**Question: can the last two rows of this M3 series be guessed from the others?**

I am looking at Dirac-Fock results for a $3p_{3/2}$ (M3) hole in free 5d dications, with the binding energy split into parts. The results for Au2+ and Hg2+ are hidden. How well can they be predicted from the visible rows, part by part, and should I allow for a break as the 5d shell closes? Lu2+ looks out of line, so such breaks evidently happen.

Binding energies of an M3 electron in free 5d dications, and their parts, from Radial Dirac-Fock and Kohn-Sham solver 2: Dirac-Fock ΔSCF, average of configuration, finite nucleus, no correlation. Energies are from the vacuum level; the binding energy also includes the frequency dependence of the first-order Breit term and vacuum polarisation, which have no columns.

```csv
species,Z,electrons,configuration,nuclear rms radius (fm),binding energy (eV),Koopmans value (eV),ΔSCF less Koopmans (eV),gaunt (eV),retardation (eV),self energy (eV)
Lu2+,71,69,[Xe] 4f14 6s1,5.370,2054.8,2087.9,-29.034,-4.8655,0.79114,-0.30283
Hf2+,72,70,[Xe] 4f14 5d2,5.347,2135.6,2169.4,-29.499,-5.1285,0.83328,-0.33765
Ta2+,73,71,[Xe] 4f14 5d3,5.351,2221.6,2255.8,-29.598,-5.4002,0.87733,-0.36587
W2+,74,72,[Xe] 4f14 5d4,5.366,2309.8,2344.3,-29.734,-5.6844,0.92337,-0.39618
Re2+,75,73,[Xe] 4f14 5d5,5.370,2399.9,2434.9,-29.900,-5.9808,0.97139,-0.42862
Os2+,76,74,[Xe] 4f14 5d6,5.413,2492.1,2527.6,-30.090,-6.2896,1.0214,-0.46326
Ir2+,77,75,[Xe] 4f14 5d7,5.403,2586.3,2622.2,-30.300,-6.6108,1.0734,-0.50014
Pt2+,78,76,[Xe] 4f14 5d8,5.427,2682.4,2718.8,-30.528,-6.9445,1.1274,-0.53937
Au2+,79,77,[Xe] 4f14 5d9,5.437,?,?,?,?,?,?
Hg2+,80,78,[Xe] 4f14 5d10,5.465,?,?,?,?,?,?
```

**Answer**

Four sizes are worth remembering for this hole: the orbital energy is 2 to 3 keV, relaxation takes off about 30 eV, the Breit terms together take off 4 to 6 eV, and the self-energy takes off 0.3 to 0.5 eV. At Pt2+ relaxation is 1.1 % of the binding energy, the Gaunt term 0.26 % and the self-energy 0.02 %.

The binding energy is the energy needed to take the electron to the vacuum level. The Koopmans value is minus the orbital energy, with all other orbitals frozen. "ΔSCF less Koopmans" is the relaxation: what is regained when the ion with the hole gets its own orbitals, negative because the remaining electrons contract towards the hole and so lower the energy of the final state. Gaunt and retardation are the magnetic and the finite-light-speed parts of the Breit interaction between electrons. The self energy is the QED shift from emission and reabsorption of a virtual photon. The nuclear rms radius wobbles from row to row, but a $p_{3/2}$ electron has practically no density in the nucleus, so it can be ignored here.

**The trend sits in the orbital energy**

From Hf2+ to Pt2+ the binding energy rises by 546.8 eV and the Koopmans value by 549.4 eV, while relaxation changes by only 1.03 eV and the Gaunt term by 1.82 eV. Predicting the binding energy is therefore a matter of predicting the Koopmans value $K$.

Each row adds one proton and one 5d electron. A 3p electron feels the nucleus of charge $Z$ screened by $s$ inner electrons, and it sits inside the outer shells, whose charge gives a repulsive potential $U$, nearly flat across the 3p orbital but large and rising steeply with $Z$:

$$K \approx \frac{\mathrm{Ry}\,(Z-s)^2}{9} - U, \qquad \mathrm{Ry} = 13.6\ \text{eV}.$$

With $s$ fixed and $U$ at most linear in $Z$, the step from row to row grows by $2\,\mathrm{Ry}/9 = 3.02$ eV each time. The table shows steps of 86.4, 88.5, 90.6, 92.7, 94.6 and 96.6 eV, and a least-squares quadratic in $Z$ through Hf2+ to Pt2+ gives a second difference of 2.04 eV. Two effects bear on the shortfall, and neither is sized here. The shells just outside 3p are more strongly screened, so with rising $Z$ they contract faster in proportion than 3p does, penetrate it more, and may let $s$ creep up; whether their net effect lowers or raises the curvature is not settled by this argument. And $U$ contains a term $N_d\langle 1/r\rangle_{5d}$, in which both the number of 5d electrons and their inverse radius grow; a product of two rising factors curves upward, with second difference $2\,\Delta\langle 1/r\rangle$. Relativity pushes the curvature the other way. The columns show only the net 2.04 eV. Other holes of the same runs do not settle the matter: from Hf2+ to Os2+ the second difference is about 5.8 eV for L3 against a fixed-screening 6.8 eV, and about 1.8 eV for M5 against 3.0 eV. Taken alone, these two would suit a curving $U$ common to all levels. But K, L1 and L2 lie well above their fixed-screening values (about 42 eV against 27 eV for K, about 10 eV against 6.8 eV for L1 and L2), and M1 and M2 lie slightly above theirs. Relativity may hide a common shortfall there, but without its share for each level the part due to $U$ cannot be separated.

Two-parameter shortcuts get this curvature wrong. A Moseley line (straight-line fit of $Z_\text{eff} = 3\sqrt{K/\mathrm{Ry}}$ against $Z$, same rows) has slope 0.755 and hence curvature $3.02 \times 0.755^2 = 1.72$ eV, too small. A power law fitted on logarithms gives $Z^{2.82}$ and, at Re2+, curvature $2.82 \times 1.82 \times 2434.9/75^2 = 2.22$ eV, too large. Their rms errors are 0.55 and 0.32 eV; the quadratic, with one parameter more, reaches 0.05 eV, the size of the rounding. The quadratic is a local expansion, and its coefficients mean nothing beyond slope and curvature.

**Why Lu2+ is off, and why that need not recur**

Lu2+ is 6s¹, with no 5d electron, so the step to Hf2+ removes a 6s electron and adds two 5d electrons. Its Koopmans value lies 2.99 eV above the 5d trend extrapolated back one row, which is why it is left out of all fits. A 6s electron is more diffuse than a 5d electron, contributes less to $U$, and leaves the core more strongly bound. A shift of $U$ should be the same for all deep levels, and the same calculations bear this out: quadratics through Hf2+ to Os2+ leave offsets of 2.96 eV for L3, 2.98 eV for M5 and 2.80 eV for M3, although L3 is bound more than four times as strongly as M3. The same quadratics give smaller offsets for K, L1 and L2, whose steeper growth with $Z$ a quadratic follows poorly; those offsets move toward 3 eV when a cubic term is allowed, so they test the idea less sharply. The break is thus best read as a change of configuration, felt across the core.

Au2+ and Hg2+ simply continue the filling as 5d⁹ and 5d¹⁰. The calculation averages over all states of the configuration, so it has no Hund exchange term that could single out half-filled or filled shells, and Re2+ (5d⁵) shows no kink. That smoothness is partly a product of the averaging: the terms of the open shell and the multiplets from coupling of the hole to it are not resolved.

**The small parts**

Relaxation is about half the change that the contraction of the other electrons makes in the potential at the hole. In the cases that the same runs allow one to compare, it follows the principal shell of the hole: $-30.81$ eV for M1 in Os2+ against $-30.09$ eV for M3, but $-56.6$ eV for L3 in Pt2+ against $-30.5$ eV. Its steps grow from 0.099 to 0.228 eV along the 5d rows, with a growth that slows. A possible reading, untested here, is that each new 5d electron adds a fairly steady gain while the stiffening of the closed 4f, 5s and 5p shells offsets less and less of it. Lu2+ relaxes 0.40 eV less than the trend.

The Gaunt energy of a pair scales as $v_1 v_2/(c^2 r_{12})$. With $v/c \sim Z\alpha$ ($\alpha$ the fine-structure constant) and $1/r \sim Z$, it scales as $\alpha^2 Z^3$; this gives the power only, since the column is about a hundredth of $\alpha^2 Z^3$ hartree. It raises the energy of the ion before ionisation and so lowers the binding. Screening replaces $Z$ by $Z-s$ and steepens the local exponent to $3Z/(Z-s)$. A logarithmic fit over Hf2+ to Pt2+ gives 3.79, good to 0.05 % of the term; that would correspond to $s \approx 16$ if the cubic law is assumed, a sensible size for a 3p electron but no measurement of screening. Retardation has the same order in $\alpha$ and similar radial integrals, so its ratio to the Gaunt term should hardly move: it runs from 0.1626 to 0.1623 in size. The ratio belongs to the shell. It is $6.13/39.03 = 0.157$ for L3 in Pt2+ and $19.76/263.65 = 0.075$ for K in Re2+, where the large 1s–1s pair has a magnetic part but no retardation part in this form of the Breit operator.

The self-energy scales as $\alpha (Z\alpha)^4 F/n^3$, with $n = 3$ and $F$ a slowly varying function. The fitted exponent is 5.86. Screening of the size above would give $4 \times 75/59 = 5.1$, and a rising $F$ can supply the rest. How the self-energy is screened is built into the calculation, so this is no test of QED. Lu2+ deviates by $+0.0086$ eV, about 3 % of the term, where retardation shows nothing. A guess is that the 6s orbital contracts around the hole and gains self-energy; the screening scheme itself could equally be responsible.

The five parts fall short of the binding energy by 0.3 to 0.5 eV, against about 0.1 eV from rounding. The method also includes the frequency dependence of the Breit term and vacuum polarisation. For L3 in Pt2+ the former is 0.38 of the retardation; the same fraction for M3 would be 0.43 eV, against a remainder of 0.48 eV. Sign and rough size agree, but the fraction depends on the shell (it is clearly smaller for K in the same ion), so the attribution is plausible but untested.

**Predictions**

The forecast in words: no break at 5d⁹ or 5d¹⁰, steps that keep growing by about 2 eV, and a ratio of retardation to Gaunt that stays at 0.162.

Worked for Au2+, which is outside the fit: the last Koopmans step is 96.6 eV, the next should be $96.6 + 2.04 = 98.6$ eV, so $K \approx 2718.8 + 98.6 = 2817.4$ eV; the seven-row quadratic gives 2817.57 eV. Adding the extrapolated parts, $2817.57 - 30.77 - 7.29 + 1.18 - 0.58 = 2780.11$ eV, and a remainder of 0.3 to 0.7 eV brings this to 2780.4 to 2780.8 eV. A quadratic through the binding energies directly gives 2780.64 eV.

The predictions follow, in eV. The remainder is not fitted; its range is a rough estimate from the known rows. The other entries are least-squares polynomials on Hf2+ to Pt2+, cubic for relaxation and self-energy, whose second differences drift, and quadratic otherwise. Each bar is the larger of the miss in a back-test (fit Hf2+ to Os2+, predict Ir2+ and Pt2+) and the shift on raising the degree by one, plus worst-case rounding.

| Part | Au2+ | Hg2+ |
|---|---|---|
| binding | 2780.64 ± 0.41 | 2880.86 ± 0.83 |
| Koopmans | 2817.57 ± 0.51 | 2918.34 ± 1.08 |
| relaxation | −30.765 ± 0.012 | −31.009 ± 0.037 |
| Gaunt | −7.2904 ± 0.0004 | −7.6488 ± 0.0008 |
| retardation | 1.1834 ± 0.0002 | 1.2413 ± 0.0004 |
| self-energy | −0.58097 ± 0.00010 | −0.62501 ± 0.00031 |
| remainder | 0.3 to 0.7 | 0.3 to 0.7 |

These bars say how well the calculation can be anticipated, and nothing about how near it is to a measurement.

**The computed values**

The withheld rows as computed:

```csv
species,Z,electrons,configuration,nuclear rms radius (fm),binding energy (eV),Koopmans value (eV),ΔSCF less Koopmans (eV),gaunt (eV),retardation (eV),self energy (eV)
Au2+,79,77,[Xe] 4f14 5d9,5.437,2780.5,2817.5,-30.770,-7.2908,1.1835,-0.58102
Hg2+,80,78,[Xe] 4f14 5d10,5.465,2880.5,2918.1,-31.024,-7.6500,1.2416,-0.62521
```

There is no break. The Koopmans steps are 98.7 and 100.6 eV, growing by 2.1 and 1.9 eV; the ratio of retardation to Gaunt is 0.1623 in both ions; the remainder is 0.46 eV in both. The remainder lies inside its range, and eleven of the twelve fits are inside their bars.

The binding energies come out 0.14 and 0.36 eV below the fits, and the Koopmans values 0.07 and 0.24 eV below. The back-tests erred in the same direction, which hints that the curvature sags slightly toward the end of the row. A single second difference of numbers rounded to 0.1 eV is uncertain by up to 0.2 eV, but all four misses and all four back-tests, the largest 0.50 eV, share one sign, so the sag is probably real. The table does not show its cause. The two shortcuts fail as their curvatures implied: the computed Koopmans values lie 1.88 and 3.16 eV above the Moseley line, and 1.36 and 2.58 eV below the power law.

Relaxation is 0.005 and 0.015 eV larger in size than the cubic predicted, about 0.4 of the bar each time. The cubic assumes that the growth of the steps slows at a fixed rate, whereas the slowing itself fades. Retardation and self-energy also come out slightly larger in size than predicted, at 0.5 to 0.7 of their bars.

The one miss is the Gaunt term of Hg2+: $-7.6500$ eV against $-7.6488 \pm 0.0008$ eV, or 1.47 bars, with Au2+ already at 0.90 of its bar. A power of $Z$ above 2, such as the fitted 3.79, has a positive third derivative, which a quadratic drops, and that matches the sign of this miss. The argument is weak, though: that power would already have raised the second difference by about 0.001 eV across the known rows, and the same reasoning with $Z^{2.82}$ gives the wrong sign for the Koopmans miss. The known rows gave no warning: their second differences stayed between 0.0122 and 0.0125 eV in size, and only afterwards rose to 0.0126 and 0.0129 eV. The bar was built from the behaviour of those rows and was too narrow. The error is 0.0012 eV, of no weight in a binding energy printed to 0.1 eV, but it shows that a back-test on a quiet stretch understates the risk.

Against experiment the limiting factor is different. The calculation has no correlation, and a 3p hole couples strongly to states with a 3d hole and an ejected outer electron (Coster-Kronig decay), which can shift the level by something like an eV or more, a rough general size. These are also free doubly charged ions measured from the vacuum level, so a comparison with metal values referred to the Fermi level needs a shift larger than any bar above.

For extending such a series by a row or two: check first that the configuration continues, since the one change of valence orbital here cost 3 eV while the half-filled and filled shells, in a configuration average, cost nothing visible; then continue a quadratic fitted to the rows of that configuration, which held the binding energy to within 0.4 eV two rows out, where a Moseley line or a power law was about 3 eV off in the Koopmans value.
